## When squeezing removes the reward for a magnetic moment

Manganese in MnS has five d electrons, and Hund's rule says that electrons in a partly filled shell prefer parallel spins. A crystal that is given a magnetic moment should then always gain energy, whatever its volume. The calculations below test this with a density functional for zinc-blende MnS. At each volume the total ferromagnetic moment was held at a chosen value.

Ansatz 0.2.0, scalar-relativistic PBEsol with PAW, a 520 eV plane-wave cutoff and no dispersion correction, for zinc-blende MnS (2-atom cell) at fixed cell shape and fixed total ferromagnetic moment. The k mesh is 16×16×16, with Gaussian smearing of 0.15 eV. Free energies are relative to the lowest point in the table.

```tsv
held moment (muB a cell)	free energy change at volume per atom 15.297 angstrom^3 (meV an atom)	free energy change at volume per atom 16.997 angstrom^3 (meV an atom)	free energy change at volume per atom 18.696 angstrom^3 (meV an atom)	free energy change at volume per atom 20.396 angstrom^3 (meV an atom)	free energy change at volume per atom 22.096 angstrom^3 (meV an atom)	free energy change at volume per atom 23.795 angstrom^3 (meV an atom)	free energy change at volume per atom 25.495 angstrom^3 (meV an atom)
0.000	0.0	112.1	308.0	545.4	800.1	1057.9	1311.2
0.438	1.7	109.9	302.5	536.8	787.4	1047.4	1297.8
0.875	22.5	115.2	295.0	518.8	761.8	1007.7	1258.2
1.312	45.3	114.0	274.9	483.6	714.3	951.6	1184.0
1.750	68.1	106.4	243.1	432.4	647.2	871.7	1096.3
2.188	93.3	94.7	202.2	367.9	563.6	772.4	984.3
2.625	121.7	80.7	154.5	293.0	466.4	656.9	853.9
3.062	158.1	68.9	104.3	211.9	360.2	530.0	709.9
3.500	209.3	65.6	57.9	130.8	250.9	397.7	558.6
```

Read each column downwards, so that the volume stays fixed while the moment grows. At the rest volume of 20.4 Å³ per atom the energy falls at every step, as Hund's rule suggests. At 15.3 Å³ it rises at every step, though barely at the first. Between them, at 17.0 Å³, the column is much flatter and ends only 46.5 meV below its start. The same moment is thus a gain in the roomy crystal and a burden in the squeezed one.

### Two energies that compete

A moment is made by turning spins over. In a crystal without a moment, electrons fill the lowest levels in pairs, one of each spin. This is possible even with five d electrons per manganese atom, because the levels of a crystal extend over many atoms. To turn a spin, an electron must leave its pair and move to a higher level that is still free for the other spin direction. This promotion costs energy, while the larger number of parallel spins brings exchange energy back.

The two contributions respond very differently to compression. The exchange gain arises mostly inside the manganese atom, where neighbours matter little. The promotion cost is set by how far apart the d levels lie, and that depends on the four sulfur neighbours. They push some d levels up more than others, and their orbitals mix with those of manganese. Both effects grow steeply as the atoms approach.

So theory argues for a nearly constant gain set against a cost that rises under pressure. In the roomy crystal the gain wins. In the squeezed crystal the levels have moved so far apart that parallel spins no longer pay. The table shows the change of sign itself; its division into promotion and exchange is the standard explanation of such a loss of moment, and total energies alone do not separate the two parts.

### The price of one spin

The slope of a column has a direct meaning. Turning one spin changes the moment by two Bohr magnetons (muB), so the slope gives the energy of one flip. At the rest volume the last step lowers the energy by 81.1 meV per atom for 0.4375 muB. With two atoms in the cell, one flip gains $81.1\times 2\times 2/0.4375\approx 741$ meV, or about 0.74 eV.

The first flips at this volume gain far less, about 0.1 eV. Exchange explains the growth: spins already turned lower the levels of their own direction and raise the others, which makes the next flip more attractive. Towards 3.5 muB the gain levels off, presumably because the easily moved electrons have been used and the remaining ones must climb further.

At 15.3 Å³ the balance is reversed. A flip costs about 0.2 eV through the middle of the range and almost 0.5 eV at its end. At 17.0 Å³ the last flip gains only 0.03 eV, so the preferred moment lies close to 3.5 muB. At the rest volume a crystal left free to choose takes 4.60 muB, beyond the end of the table. Compression therefore first reduces the preferred moment and then removes it.

### The moment also sets the volume

The rows tell the same story from the other side. If a smaller volume makes a moment dearer, a crystal with a large moment must gain by expanding. The best volume is about 16.2 Å³ per atom at 2.19 muB and about 18 Å³ at 3.5 muB. With its free moment of 4.60 muB the crystal rests at 20.4 Å³. In the language of bonding, the promoted electrons enter levels that weaken the Mn–S bonds.

This matters to anyone who takes a density or a lattice size from such a calculation. Without any moment, the energy is lowest at the smallest volume in the table, a quarter below the rest volume, and it is still falling there as the crystal shrinks. Leaving out the spins would make MnS far too dense.

The lowest energy in the whole table belongs to this squeezed crystal without a moment. That does not contradict the rest volume of 20.4 Å³, for the free moment of 4.60 muB lies beyond the last row, and the energy at that volume is still falling there. Which of the two states lies lower cannot be read from the table.

The row at zero moment must not be mistaken for an antiferromagnet. In real MnS every manganese atom has a large moment, and at low temperature these moments point in opposing directions so that they cancel in the sum. In the zero row the atoms have no moments at all. The energies discussed here are therefore those of forming parallel moments. Opposed moments were not computed and may lie lower, so the atoms of the squeezed crystal could keep their moments even where a ferromagnetic one no longer pays.

### A simple model

Let $D(V,M)$ be the energy at volume $V$ and held moment $M$, less the energy at zero moment and the same volume. The promotion cost follows the splitting of the d levels, which in ligand-field theory varies roughly as $d^{-5}$ with the Mn–S distance $d$. Since the volume varies as $d^3$, the cost varies as $V^{-5/3}$. With a constant exchange gain this gives

$$D(V,M)=C(M)\left(\frac{V_0}{V}\right)^{5/3}-G(M),$$

where $V_0$ is the rest volume, $C$ the promotion cost at that volume and $G$ the exchange gain.

Take the row at 3.5 muB. Its values at 20.4 and 25.5 Å³ set the two constants, and the value at 15.3 Å³ is then a prediction. Between the first two volumes $D$ falls from −414.6 to −752.6 meV per atom, while the volume factor falls from 1 to 0.689. Hence $C\approx 338/0.311\approx 1090$ meV per atom.

At 15.3 Å³ the Mn–S distance is only 9 % shorter than at rest, yet the volume factor rises to 1.615. The model predicts $D\approx -415+1090\times 0.615\approx 255$ meV per atom. The table has 209.3, so the prediction is about 22 % too high, but it has the right sign and size. It was made from volumes at which the moment is strongly favoured.

The steepness of the law is what matters. A cost that changed linearly with volume would still favour the moment at 15.3 Å³, by 77 meV per atom. A gentler power, $d^{-3.5}$, describes the strength of mixing between manganese d and sulfur p orbitals, and the splitting follows it if the two kinds of level lie close in energy. It gives 174 meV, about 17 % too low. From 1.75 muB upwards the computed values lie between the two power laws. If the exchange gain is indeed constant, the cost thus rises steeply on compression, with a power between the two. A gain that itself changed with volume would alter this exponent.

In the table, the moment of 3.5 muB stops paying at about 16.7 Å³, and the two laws place this point at 16.8 and 16.5 Å³. For the real material the point is less certain than this agreement suggests. A functional of this kind tends to spread the d electrons of manganese too widely, which shifts the balance between promotion and exchange.

A different shortcut fails more plainly. The column at the rest volume, all nine rows of it, was also fitted with terms in $M^2$ and $M^4$, the usual Landau expansion. Within the table the curve follows the energies closely, but it places the minimum at 6.9 muB instead of 4.60. Two terms fitted up to 3.5 muB do not know that manganese has only five d electrons to align. The analysis printed after the text gives the model values for every row.

### The uneven rows

The column at 17.0 Å³ does not fall smoothly: it dips, rises and then falls again, all within a few meV per atom at small moments. Here cost and gain nearly cancel, so fine details of the level spectrum can show. The hump is hardly a stray point, for at 15.3 Å³ too the second step is unusually dear: it costs about twelve times as much as the first, where a plain parabola would give three times. But the hump is only about 5 meV per atom high, too little to establish a barrier between two magnetic states.

Two rows contain a clearer irregularity. On a smooth energy curve, the step from one volume to the next must agree with the slopes computed at its two ends. In the row at 0.438 muB the step from 22.1 to 23.8 Å³ is too large by about 8 meV per atom. In the row at 0.875 muB the step from 23.8 to 25.5 Å³ is too large by about 10 meV, whereas most other steps between these three volumes agree to within 1 meV.

A likely reason is that the electrons settled into different arrangements on the two sides of the step, since every point was calculated afresh. The slopes come from loosely converged stresses, but the energies themselves point the same way. In the row at 0.438 muB the gain from the moment shrinks from 12.7 to 10.5 meV per atom over the uneven step, although it should grow with volume. Total energies do not tell what the two arrangements are. The main trend does not depend on this. At these volumes the largest held moment, 3.5 muB, lowers the energy by more than 500 meV per atom, many times the size of the irregular steps. In the two uneven rows themselves the magnetic energy is small, so their model values deserve little weight.

Output of the analysis:

```
Magnetic energy (meV/atom) and energy of one spin flip (eV):
    row  D at 15.3  D at 17.0  D at 20.4  D at 25.5  flip at 15.3  flip at 17.0  flip at 20.4
    0.0          0          0          0          0           n/a           n/a           n/a
  0.438        1.7       -2.2       -8.6      -13.4       0.01553      -0.02009      -0.07854
  0.875       22.5        3.1      -26.6        -53        0.1904       0.04851       -0.1648
  1.312       45.3        1.9      -61.8     -127.2        0.2087      -0.01098       -0.3222
   1.75       68.1       -5.7       -113     -214.9        0.2082      -0.06941       -0.4676
  2.188       93.3      -17.4     -177.5     -326.9        0.2301       -0.1068        -0.589
  2.625      121.7      -31.4     -252.4     -457.3          0.26       -0.1281       -0.6856
  3.062      158.1      -43.2     -333.5     -601.3        0.3332        -0.108       -0.7423
    3.5      209.3      -46.5     -414.6     -752.6        0.4676      -0.03014       -0.7406
Predicted D at 15.3, and energy step less integrated slope (meV/atom):
    row  law d^-5  law d^-3.5  linear in volume  excess 22.1 to 23.8  excess 23.8 to 25.5
    0.0         0           0                 0                0.547               0.3599
  0.438    0.9081      -0.248              -3.8                7.684               0.5278
  0.875     25.69       19.34              -0.2                2.529                10.24
  1.312     67.75          52               3.6               0.6767                2.006
   1.75     88.85       64.31             -11.1               0.7091               0.7199
  2.188     118.4       82.46             -28.1               0.7905               0.5592
  2.625     153.5       104.1             -47.5               0.8045                0.663
  3.062       197       132.5             -65.7               0.8404               0.6617
    3.5     254.9       173.5             -76.6               0.9898               0.7532
rms miss of the d^-5 law at 15.3 (meV/atom): 26.21
rms miss of the d^-3.5 law at 15.3 (meV/atom): 16.45
volume where 3.5 muB costs nothing, interpolated in the table (A^3/atom): 16.69
same volume from the d^-5 law (A^3/atom): 16.8
same volume from the d^-3.5 law (A^3/atom): 16.49
best volume at 2.188 muB (A^3/atom): 16.21
best volume at 3.5 muB (A^3/atom): 18.05
fit of D3 on 9 rows: coefficient of held_moment**2 -39.07 +/- 0.59, coefficient of held_moment**4 0.4104 +/- 0.058; rms 2.59, worst 1.312 -4.24, leave-one-out rms 5.7
moment at the Landau minimum, rest volume; free moment of the run is 4.60 (muB): 6.9
```
